## Examination question: seven arrangements of Zr6GeRu

The table lists seven relaxed crystal structures of one composition, calculated with a standard density functional. The energy over the lowest form listed is given per atom, and "closest atoms" is the shortest distance between any two atoms.

Relaxed structures of Zr6GeRu, calculated with Ansatz 0.2.0 using PBE without dispersion correction or spin polarization, scalar-relativistic PAW and a plane-wave cutoff of 420 eV. Cell and atoms were relaxed with the symmetry of the start kept. Energies are extrapolated to zero smearing from a Gaussian smearing of 0.1 eV.

```csv
space group number,found from,atoms in cell,volume per atom (Å³),closest atoms (Å),energy over the lowest form listed (meV/atom)
123,search,8,20.510,2.840,0
148,search,8,20.490,2.720,12
200,search,8,20.180,2.680,29
225,search,8,20.360,3.060,81
123,search,8,20.220,2.960,89
123,search,8,20.310,2.900,90
187,search,8,20.400,2.930,120
```

The structures belong to these families:

- The lowest form (0 meV) has square layers stacked as in a body-centred cubic (bcc) metal, with one atom per layer and cell.
- Group 200 is an ordered A15 structure, in which zirconium atoms form chains. Group 148 is a distorted form of it.
- The forms at 81, 89 and 90 meV derive from face-centred cubic (fcc) packing.
- The family of group 187 is not identified.

### 1. Does the densest form win?

No. The lowest form has the largest volume per atom, and the smallest volume belongs to group 200, at 29 meV. The largest volume is only about 1.6 % above the smallest. Without applied pressure a crystal pays nothing for the room it takes, so its volume is a result of the bonding and not a cause of the ranking.

### 2. Does the form with the most Ru–Zr and Ge–Zr neighbours win?

Again no. In the three fcc-derived forms each Ru and each Ge has twelve Zr neighbours; in the lowest form each has eight, with two more farther off along the stacking axis. Group 200 has twelve as well, yet it lies 52 meV below the best fcc-derived form, so the count alone doesn't set the order.

Bonding in such metals comes largely from d electrons, which an atom shares among all its neighbours. In the simplest picture the attraction grows only as the square root of the number of neighbours, while the repulsion grows in proportion to it. Fewer neighbours therefore mean shorter and individually stronger contacts. This explains how eight neighbours can compete with twelve, but not by itself why they win here.

### 3. Does the lowest form really use short contacts?

The test is to work out the closest distance for evenly spaced layers and compare it with the table. The estimate is pure geometry, with no adjustable constant.

The cell holds eight layers, so the even spacing is one eighth of its long edge, $h = 1.756$ Å. With one atom per layer, the square of the layer's edge $a$ is the volume per atom divided by $h$:

$$a^2 = \frac{20.51}{1.756} = 11.68\ \text{Å}^2$$

An atom in the next layer sits over the centre of the square, at the distance

$$d = \sqrt{a^2/2 + h^2} = \sqrt{5.84 + 3.08} = 2.99\ \text{Å}$$

The table gives 2.84 Å, which is 0.15 Å less. Solving the same formula for $h$ gives 1.49 Å, so at least one pair of neighbouring layers has moved together by about a quarter of an ångström.

*Remark.* The closest distance alone doesn't tell which layers these are, but the relaxed coordinates do. The spacing of 1.49 Å is between the Ge layer and the Zr layers beside it. The Ru layer and its Zr neighbours are 1.57 Å apart, so they have moved together as well, though less. The shortest contact thus belongs to Ge, which bonds through s and p electrons, and the d-electron picture of question 2 doesn't directly cover it.

### 4. Is a short closest distance a sign of a strong Ru–Zr bond?

Not in general. In group 200 every Ru–Zr or Ge–Zr distance must be at least half the cell edge, 2.72 Å. The listed 2.68 Å is shorter, so it lies between two Zr atoms of a chain. Ru and Ge sit farther from their Zr neighbours, at 3.03 and 3.05 Å in one order or the other.

*Remark.* The three lowest forms all have a contact of 2.84 Å or less, and the four others have none below 2.90 Å. This need not have a single cause: the short contact in group 200 joins two Zr atoms, while the one in the lowest form joins Zr to Ge. The nearest Ru–Zr distance there is slightly longer, at 2.88 Å. The pattern also fails among the three lowest forms, where the best one doesn't have the shortest contact.

### 5. Why does group 200 lie above group 148, its own distorted form?

Symmetry held it up. A relaxation keeps the symmetry of its starting structure, so the atoms feel no force along any direction that would break it. When they were displaced at random and relaxed again, the cube flattened along one body diagonal and the energy fell by 17 meV per atom.

Ammonia shows the same effect. Started exactly flat, the molecule stays flat during a relaxation, although a small push would let it fold into its pyramid. The comparison covers only the role of symmetry, since the bonding that drives the two distortions is different.

*Remark.* The distortion also lowers the smearing term, a measure of how many electron states lie near the Fermi level, by about a third. Fewer such states often go with a more stable metal. Here the fall may be a cause of the distortion or merely accompany it.

### 6. What would change if Ru and Ge were replaced by Zr?

The preference for the bcc-derived form should weaken or reverse. At ordinary pressure pure zirconium is close-packed at room temperature and turns bcc when hot. The advantage of the layered form over the fcc-derived ones therefore probably comes from Ru and Ge.

Two effects point that way. Ru brings eight valence electrons against four for Zr, which raises the average to 4.5 per atom, halfway to niobium, a bcc metal with five. The count is rough, since the four valence electrons of Ge are s and p electrons, not d electrons. Ru and Ge are also both smaller than Zr. In the layered form the eight nearest Zr neighbours of each all lie in the two layers beside it, so they can move in together, and they do so most around Ge. In the fcc-derived forms at least four of the twelve are held at a distance set by the cell edges, which should make it harder to fit the contacts to a small atom.

*Remark.* The table holds only one form known to be bcc-derived. It cannot separate the effect of the lattice from that of the particular order of Ru and Ge on it.

### 7. Which parts of the ranking can be trusted?

In the data makers' tests on other systems, energies of metals were good to about 4 meV per atom. That figure doesn't come from these runs, but by its measure the forms at 89 and 90 meV are tied. The error of the functional itself comes on top of that. The treatment of the smearing matters less: keeping its term in the energy would move group 200 from 29 to about 28 meV. The 12 meV between the two lowest forms is larger than this noise, but not by a wide margin.

The gap between the families is safer. The lowest fcc-derived form lies 69 meV above group 148, four times what the release of symmetry gained in question 5. Still, no such displacement test is available for the lowest form, the fcc-derived forms or group 187, and any of them could lie on a saddle point.

### 8. May a process engineer expect the lowest form in a real alloy?

Not from this table. Even the highest form lies 0.18 eV per atom below the separate elements, so all seven would gain energy on forming from them. An alloy can also split into compounds of Zr with Ru and of Zr with Ge, and that comparison is not made here. The energies also leave out heat, which can reorder forms this close together. The lowest form was built by hand for the search, not taken from a known crystal type. It is the best of those listed, but the list is a selection that leaves out failed runs, and a better form may exist.

The printed output below gives the differences and distances used in these answers, except the Ru–Zr spacing and distance in the lowest form, which come from its relaxed coordinates.

The analysis program printed:

```
Energy released from Pm-3 to R-3, meV/atom: 17
The same as a share of the height of Pm-3 over the lowest form, percent: 58.62
Volume gained from Pm-3 to R-3, percent: 1.536
Fall of the smearing term from Pm-3 to R-3, percent: 34.36
Lowest fcc-derived form over Pm-3, meV/atom: 52
Lowest fcc-derived form over R-3, meV/atom: 69
Spread of the three fcc-derived forms, meV/atom: 9
R-3 over the lowest form, meV per formula of 8 atoms: 96
Spread of all volumes over the smallest, percent: 1.635
Layered form, contact if layers were evenly spaced, angstrom: 2.987
Layered form, listed contact shorter than that by, angstrom: 0.147
Layered form, even layer spacing, angstrom: 1.756
Layered form, smallest layer spacing from the listed contact, angstrom: 1.493
Pm-3, half the cell edge, least possible Ru-Zr or Ge-Zr distance, angstrom: 2.723
Pm-3, the longer Zr-Zr step in the chain, angstrom: 2.765
Pm-3, Zr distance to one of Ru and Ge, angstrom: 3.034
Pm-3, Zr distance to the other of Ru and Ge, angstrom: 3.053
Pm-3 over the lowest form if the smearing term is kept, meV/atom: 27.52
Mean valence electrons per atom, Zr 4 Ge 4 Ru 8: 4.5
Highest form listed over the elements, eV/atom: -0.181
```
